## Problem

One electron moves on a square lattice (constant $a$, $\hbar=1$) with the Holstein Hamiltonian

$$H=\sum_{\mathbf k}\varepsilon_{\mathbf k}c^\dagger_{\mathbf k}c_{\mathbf k}+\Omega\sum_i b^\dagger_i b_i+g\sum_i c^\dagger_i c_i\,(b_i+b^\dagger_i),\qquad \varepsilon_{\mathbf k}=-2t(\cos k_xa+\cos k_ya).$$

Energies are in units of $t$, imaginary times in $t^{-1}$, lengths in $a$. Take $\Omega=t$ and $g=2t$, so that $\lambda=g^2/(4t\Omega)=1$: the atomic-limit energy $-g^2/\Omega$ equals the band bottom $-4t$, which locates the crossover region between large and small polarons. The total momentum is $\mathbf k=(\pi/3a,\,0)$.

The sampled function is $G(\mathbf k,\tau)=\langle 0|c_{\mathbf k}\,e^{-(H-\mu)\tau}c^\dagger_{\mathbf k}|0\rangle$, with $|0\rangle$ the vacuum, $G(\mathbf k,0^+)=1$ and $\mu=-4.80\,t$. A diagram of length $\tau$ has $N_v$ vertices, electron segments $i$ with energy $\varepsilon_i$, velocity $v_i=\partial\varepsilon_i/\partial k_x$ and duration $\Delta\tau_i$, and phonon lines $j$ of duration $\Delta\tau_j$. Define

$$K=\sum_i\varepsilon_i\Delta\tau_i,\qquad P=\Omega\sum_j\Delta\tau_j,\qquad V=\sum_i v_i\Delta\tau_i .$$

A diagrammatic Monte Carlo code is tested on the subset of diagrams in which all phonons present at one time sit on the same site. This subset can be summed in closed form (it is the momentum-average approximation of Berciu, 2006): $G(\mathbf k,\omega)=[\omega-\varepsilon_{\mathbf k}-\Sigma(\omega)]^{-1}$ with

$$\Sigma(\omega)=-\frac{g^2}{F_1},\qquad F_n=D(n\Omega-\omega)-\frac{(n+1)g^2}{F_{n+1}},\qquad \frac1{D(x)}=\int_{\rm BZ}\frac{a^2d^2p}{(2\pi)^2}\frac{1}{x+\varepsilon_{\mathbf p}}=\frac{2}{\pi x}\mathsf K\!\left(\frac{16t^2}{x^2}\right),$$

where $\mathsf K(m)$ is the complete elliptic integral of the first kind with parameter $m$, and $x>4t$. The table holds the averages at fixed $\tau$ to which the run must converge. They are constructed from this closed form, carry no statistical noise, and are rounded to the digits shown.

| $\tau$ ($t^{-1}$) | $G$ | $\langle K\rangle$ | $\langle P\rangle$ | $\langle N_v\rangle$ | $\langle V\rangle$ ($a$) |
|---|---|---|---|---|---|
| 25 | 0.1038 | $-44.95$ | 45.76 | 119.98 | 12.29 |
| 40 | 0.0630 | $-70.60$ | 76.44 | 196.51 | 18.49 |

(a) Derive the estimators for $E_{\mathbf k}$, $g\,\partial_gE_{\mathbf k}$ and $\partial E_{\mathbf k}/\partial k_x$, keeping all terms that are not exponentially small in $\tau$, and test them at $t=0$.
(b) Find $E_{\mathbf k}$ and $Z_{\mathbf k}$.
(c) Find the interaction energy, the phonon number, the kinetic energy and the logarithmic derivatives of $Z_{\mathbf k}$.
(d) Find the group velocity.
(e) Compare with the closed form and state what changes for the full series.

## Solution

### (a) The estimators

**Asymptotic form.** Inserting eigenstates of total momentum $\mathbf k$ gives $G=\sum_n Z_n e^{-(E_n-\mu)\tau}$ with $Z_n=|\langle n|c^\dagger_{\mathbf k}|0\rangle|^2$ and $\sum_nZ_n=1$. If the lowest state is separated by a gap $\Delta$ from the rest,

$$\ln G=\ln Z_{\mathbf k}-(E_{\mathbf k}-\mu)\tau+O(e^{-\Delta\tau}).$$

**Weight of a diagram.** Expanding in $g$ gives a factor $-g$ per vertex. All phonons are reabsorbed, so $N_v$ is even, equal to twice the number of phonon lines (the diagram order), and

$$G=\sum_{N_v}\sum_{\rm pairings}\int_{0<\tau_1<\dots<\tau_{N_v}<\tau}\!\!d\tau_1\cdots d\tau_{N_v}\int\!d\{\mathbf q\}\;\,g^{N_v}\,e^{\mu\tau-K-P}.$$

Here $d\{\mathbf q\}$ is the normalised Brillouin-zone measure of the internal momenta: one per phonon line in the full series, one cloud momentum per segment with phonons in the one-site subset. Every weight is positive and serves as a probability, which is the basis of the method of Prokof'ev and Svistunov (1998). Averages $\langle\cdot\rangle$ are taken with these weights at fixed $\tau$.

**Energy.** Map each diagram of length $\tau$ onto one of length $s\tau$ by $\tau_l\to s\tau_l$. The time measure gains $s^{N_v}$ and the exponent is multiplied by $s$, so

$$\frac{G(s\tau)}{G(\tau)}=\Big\langle s^{N_v}e^{-(s-1)(K+P-\mu\tau)}\Big\rangle .$$

The derivative at $s=1$ is $\tau\,\partial_\tau\ln G=\langle N_v-K-P\rangle+\mu\tau$. The asymptotic form gives $-(E_{\mathbf k}-\mu)\tau$ for the left side, $\mu$ cancels, and

$$E_{\mathbf k}=\frac{\langle K+P-N_v\rangle}{\tau}+O(e^{-\Delta\tau}).$$

$Z_{\mathbf k}$ does not depend on $\tau$, so this estimator, of the kind used by Mishchenko and co-workers (2000), has no $1/\tau$ term.

**Parameter derivatives.** The weight depends on $g$ through $g^{N_v}$, on $\Omega$ through $P\propto\Omega$ and on $t$ through $K\propto t$. A shift of $k_x$ at fixed phonon momenta shifts the momentum of every electron segment equally, so $\partial K/\partial k_x=V$. Differentiating $\ln G$ in both forms gives

$$\langle N_v\rangle=-\tau\,g\,\partial_gE+g\,\partial_g\ln Z,\qquad \langle P\rangle=\tau\,\Omega\,\partial_\Omega E-\Omega\,\partial_\Omega\ln Z,$$

$$\langle K\rangle=\tau\,t\,\partial_tE-t\,\partial_t\ln Z,\qquad \langle V\rangle=\tau\,\partial_{k_x}E-\partial_{k_x}\ln Z .$$

Each average is a straight line in $\tau$. The slope is a derivative of $E$. The intercept is a derivative of $\ln Z$ and comes from the two ends of the diagram, where the phonon cloud is built from the vacuum and removed again. The short forms $\langle N_v\rangle=-\tau g\,\partial_gE$ and $\partial_{k_x}E=\langle V\rangle/\tau$ hold only up to relative corrections of order $1/\tau$.

**Why the intercepts drop out of the energy.** Multiplying $t,\Omega,g$ by a common factor multiplies $H$ by it and leaves the eigenstates unchanged. $E$ is homogeneous of degree one and $Z$ of degree zero:

$$t\,\partial_tE+\Omega\,\partial_\Omega E+g\,\partial_gE=E,\qquad t\,\partial_t\ln Z+\Omega\,\partial_\Omega\ln Z+g\,\partial_g\ln Z=0 .$$

In $K+P-N_v$ the slopes add to $E$ and the intercepts cancel. By the Hellmann–Feynman theorem the three slopes are the kinetic energy, $\Omega\bar N_{\rm ph}$ and the interaction energy $\langle H_{ep}\rangle=g\,\partial_gE$.

**Test at $t=0$.** The electron segments carry no energy and the phonon lines are independent, so the series exponentiates:

$$\ln G-\mu\tau=g^2\int_0^\tau\!d\tau_2\int_0^{\tau_2}\!d\tau_1\,e^{-\Omega(\tau_2-\tau_1)}=\frac{g^2}{\Omega^2}\left(\Omega\tau-1+e^{-\Omega\tau}\right).$$

For $\Omega\tau\gg1$ this gives $E=-g^2/\Omega$, $Z=e^{-g^2/\Omega^2}$, $\langle N_v\rangle=2(g^2/\Omega^2)(\Omega\tau-1)$ and $\langle P\rangle=(g^2/\Omega^2)(\Omega\tau-2)$. The constants cancel in $\langle P-N_v\rangle=-g^2\tau/\Omega$, as claimed. With $g=2\Omega$, $Z=e^{-4}=0.018$.

### (b) Energy and residue

$$E(25)=\frac{-44.95+45.76-119.98}{25\,t^{-1}}=\frac{-119.17}{25\,t^{-1}}=-4.767\,t,\qquad E(40)=\frac{-190.67}{40\,t^{-1}}=-4.767\,t .$$

The rounding of three entries allows at most $0.015/(25\,t^{-1})=0.0006\,t$. The two lengths agree, so no $1/\tau$ drift is visible. A common slip is to subtract the order $N_v/2$ in place of the vertex number. At $\tau=40\,t^{-1}$ this gives $-2.31\,t$, which lies above the bare energy $\varepsilon_{\mathbf k}=-2t(\tfrac12+1)=-3t$ and is impossible, since the bare electron is a trial state.

The two values of $G$ give the energy independently:

$$E-\mu=\frac{\ln(0.1038/0.0630)}{15\,t^{-1}}=0.0333\,t,\qquad E=-4.7667\,t,$$

with a rounding uncertainty of $0.0001\,t$. The residue follows from the asymptotic form:

$$Z_{\mathbf k}=G\,e^{(E-\mu)\tau}=0.1038\,e^{0.0333\times25}=0.239 .$$

An uncertainty $\delta E$ enters as $\delta Z/Z=\tau\,\delta E$, so $Z$ is best read at the shortest $\tau$ at which the excited states have died out. The choice of $\mu$ slightly below $E$ keeps $\int G\,d\tau$ finite while long diagrams are still visited.

### (c) Slopes and intercepts

For an average $X=A\tau+B$ known at two lengths,

$$A=\frac{X_{40}-X_{25}}{15\,t^{-1}},\qquad B=\frac{40X_{25}-25X_{40}}{15}.$$

Rounding limits $A$ to $\pm0.0007\,t$ and $B$ to $\pm0.02$.

| $X$ | $A$ ($t$) | $B$ | result for $E$ | result for $Z$ |
|---|---|---|---|---|
| $N_v$ | 5.102 | $-7.57$ | $g\,\partial_gE=-5.102\,t$ | $g\,\partial_g\ln Z=-7.57$ |
| $P$ | 2.045 | $-5.37$ | $\Omega\,\partial_\Omega E=2.045\,t$ | $\Omega\,\partial_\Omega\ln Z=5.37$ |
| $K$ | $-1.710$ | $-2.20$ | $t\,\partial_tE=-1.710\,t$ | $t\,\partial_t\ln Z=2.20$ |

Both homogeneity relations hold: $-1.710\,t+2.045\,t-5.102\,t=-4.767\,t$, and $2.20+5.37-7.57$ vanishes.

The interaction energy is $-5.102\,t$, the mean phonon number is $\bar N_{\rm ph}=2.045$ since $\Omega=t$, and the kinetic energy is $-1.710\,t$. These lie between the free electron (no phonons, kinetic energy $-3t$) and the atomic limit ($g^2/\Omega^2=4$ phonons, interaction energy $-2g^2/\Omega=-8t$, no kinetic energy). Phonon lines appear at the rate $5.102\,t/2=2.551\,t$, and their mean duration is $2.045/(2.551\,t)=0.80\,t^{-1}$, shorter than the atomic-limit value $1/\Omega=1\,t^{-1}$. The residue is very sensitive to the coupling: to first order a rise of $g$ by 1% lowers $Z$ by 7.6%.

The intercept is therefore not negligible. Dividing by $\tau$ alone gives

$$\frac{119.98}{25\,t^{-1}}=4.799\,t,\qquad\frac{196.51}{40\,t^{-1}}=4.913\,t,$$

which fall short of $5.102\,t$ by 5.9% and 3.7%. The relative bias $|B|/(A\tau)$ drops to 1% only at $\tau=7.57/(0.01\times5.102\,t)=148\,t^{-1}$. Taking the slope between two moderate lengths removes it, and the intercept is itself a result.

### (d) Group velocity

$$\frac{\partial E}{\partial k_x}=\frac{(18.49-12.29)\,a}{15\,t^{-1}}=\frac{6.20\,a}{15\,t^{-1}}=0.413\,ta,\qquad \frac{\partial\ln Z}{\partial k_x}=-\frac{40(12.29)-25(18.49)}{15}\,a=-1.96\,a .$$

The plain ratio $\langle V\rangle/\tau=12.29\,a/(25\,t^{-1})=0.492\,ta$ is 19% too high. The sign is as derived: $Z$ falls with $k_x$, so the intercept of $\langle V\rangle$ is positive. The bare-electron stretches at the two ends move with the bare velocity $v_{\mathbf k}=2ta\sin(\pi/3)=1.732\,ta$, far above the polaron velocity.

The one-site subset offers a cross-check. Its $\Sigma$ does not depend on $\mathbf k$, so differentiating $E=\varepsilon_{\mathbf k}+\Sigma(E)$ gives $\partial_{k_x}E=Zv_{\mathbf k}$ with $Z=[1-\Sigma'(E)]^{-1}$. From the data,

$$\frac{\partial_{k_x}E}{v_{\mathbf k}}=\frac{6.20}{15\times1.732}=0.239,$$

equal to the residue found from $G$ in (b). In diagram terms, a segment with phonons has its momentum integrated over the zone independently of all others, so its velocity averages to zero, and only the bare segments, which fill the fraction $Z$ of a long diagram, contribute to $\langle V\rangle$.

### (e) Closed form and the full series

The factor $n+1$ in the continued fraction is the squared matrix element of $b^\dagger$ between $n$ and $n+1$ phonons on the cloud site, and $-1/D(n\Omega-\omega)$ is the propagator of an electron that leaves this site and returns while $n$ phonons wait there. Running the recursion down from $n=24$, with $F_{24}=D$, the lowest root of $\omega=\varepsilon_{\mathbf k}+\Sigma(\omega)$ has $F_1=2.2641\,t$, $\Sigma=-4t^2/F_1=-1.7667\,t$ and $E=-3t-1.7667\,t=-4.7667\,t$. There $1-\Sigma'=4.190$ and $Z=0.2387$. Differentiating root and residue with respect to the parameters gives:

| derivative | of $E$ | of $\ln Z$ | $\ln Z$ value from the data |
|---|---|---|---|
| $g\,\partial_g$ | $-5.102\,t$ | $-7.56$ | $-7.57$ |
| $\Omega\,\partial_\Omega$ | $2.045\,t$ | $5.37$ | $5.37$ |
| $t\,\partial_t$ | $-1.710\,t$ | $2.19$ | $2.20$ |
| $\partial_{k_x}$ | $0.413\,ta$ | $-1.95\,a$ | $-1.96\,a$ |

The data were built from this closed form, so the comparison tests only the bookkeeping: slopes and intercepts are recovered within the rounding limits of (c).

**Excited states.** The next pole at this $\mathbf k$ lies near $-4.0\,t$, more than $0.7\,t$ above $E$. All other states together have weight $1-Z$, so their share of $G$ at $\tau=25\,t^{-1}$, relative to the polaron term, is below

$$\frac{1-Z}{Z}\,e^{-0.7\times25}=8\times10^{-8}.$$

The exponential corrections are far below the printed digits, while the $1/\tau$ terms reach the percentages found in (c) and (d).

**Full series.** The derivation in (a) used only the form of the weight, so all estimators, with their intercepts, hold for the complete Holstein series. Three statements about the numbers change.

1. The subset is the exact solution of $H$ projected on the states $c^\dagger_i(b^\dagger_j)^n|0\rangle$, since an electron away from the cloud site cannot emit a phonon within this space. The space is invariant under translations, so $-4.767\,t$ is a variational upper bound on the full $E_{\mathbf k}$. No such bound holds for $Z$ or for the derivatives, and the table is not a result for the full model.
2. The full self-energy depends on $\mathbf k$. Then $\partial_{k_x}E=Z\,(v_{\mathbf k}+\partial_{k_x}\Sigma)$, segments with phonons contribute to $\langle V\rangle$, and the velocity ratio no longer equals $Z$.
3. The full spectrum has a continuum starting at $E_{\mathbf 0}+\Omega$, a polaron at rest plus a distant phonon that carries the momentum. The projected space lacks these states. With the subset value $E_{\mathbf 0}\approx-5.2\,t$ as an estimate, the edge lies about $0.6\,t$ above $E_{\mathbf k}$, so the gap that controls convergence in $\tau$ is at most of this size.

**Answers.** $E_{\mathbf k}=-4.767\,t$, $Z_{\mathbf k}=0.239$, $g\,\partial_gE=-5.102\,t$, $\bar N_{\rm ph}=2.045$, kinetic energy $-1.710\,t$, $g\,\partial_g\ln Z=-7.57\pm0.02$, $\partial E/\partial k_x=0.413\,ta$.